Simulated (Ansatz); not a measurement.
# TiPd: pressure against volume scale

Periodic Kohn-Sham DFT of a crystal at fixed atoms, scaled to volume_scale times the given cell; pressure positive in compression, energy less spherical unpolarised free atoms, largest_vzz the field gradient of largest size among the nuclei. The results are calculated, by Ansatz 0.2.0.

The cell before it is scaled or strained (space group Pm-3m, No. 221):
```
CELL_PARAMETERS angstrom
3.18000 0.00000 0.00000
0.00000 3.18000 0.00000
0.00000 0.00000 3.18000
ATOMIC_POSITIONS crystal
Ti 0.50000 0.50000 0.50000
Pd 0.00000 0.00000 0.00000
```

Settings of every row: method all-electron PAW; functional PBEsol; relativity scalar; k mesh 13x13x13; filling fermi-dirac; smearing width 0.08 eV; nucleus gaussian.

Atom start moment: 0 on all atoms.

| row | volume scale | V (Å³/atom) | pressure (GPa) |
| --- | --- | --- | --- |
| 1 | 0.94 | 15.114 | 3.064 |
| 2 | 0.96 | 15.436 | -0.625 |
| 3 | 0.98 | 15.757 | ? |
| 4 | 0.99 | 15.918 | -5.421 |
| 5 | 1 | 16.079 | -6.843 |
| 6 | 1.01 | 16.24 | -8.185 |
| 7 | 1.02 | 16.4 | -9.45 |
| 8 | 1.04 | 16.722 | -11.769 |
| 9 | 1.06 | 17.043 | -13.828 |

Question: what pressure should row 3 give?

Worked fit of pressure. Take u = (V_r/V)^(2/3) − 1 with V_r = 16.16 Å³ an atom, which is twice the finite (Eulerian) strain; such expansions in the strain, on which the Birch-Murnaghan equation of state is built, carry the rest volume and the bulk modulus. The shown rows have u = 0.04562, 0.03103, 0.01011, 0.00336, -0.00329, -0.00978, -0.02253, -0.03485. Least squares give pressure = −7.5295 + 202.314 × u + 635.24 × u² + 447 × u³ GPa; a parabola predicts inner rows, each left out in turn, worse (root mean square 0.0074 against 0.0033 GPa). The rows lie off it by -0.001, 0.002, -0.002, 0.000, 0.003, -0.002, 0.001, 0.000. The pressure vanishes at u = 0.0336, or V = 15.38 Å³ an atom, and there the bulk modulus at fixed shape and fractions is B = −V dP/dV = (2/3)(1 + u) dP/du = 170 GPa. The withheld row has u = 0.01698, so the fit gives −7.5295 + 202.314 × (0.01698) + 635.24 × (0.01698)² + 447 × (0.01698)³ = -3.909 GPa.

The calculation gave -3.913 GPa. The fit lies 0.004 GPa (0.024 % of the column's range) above it; its largest miss of a shown row is 0.003 GPa.
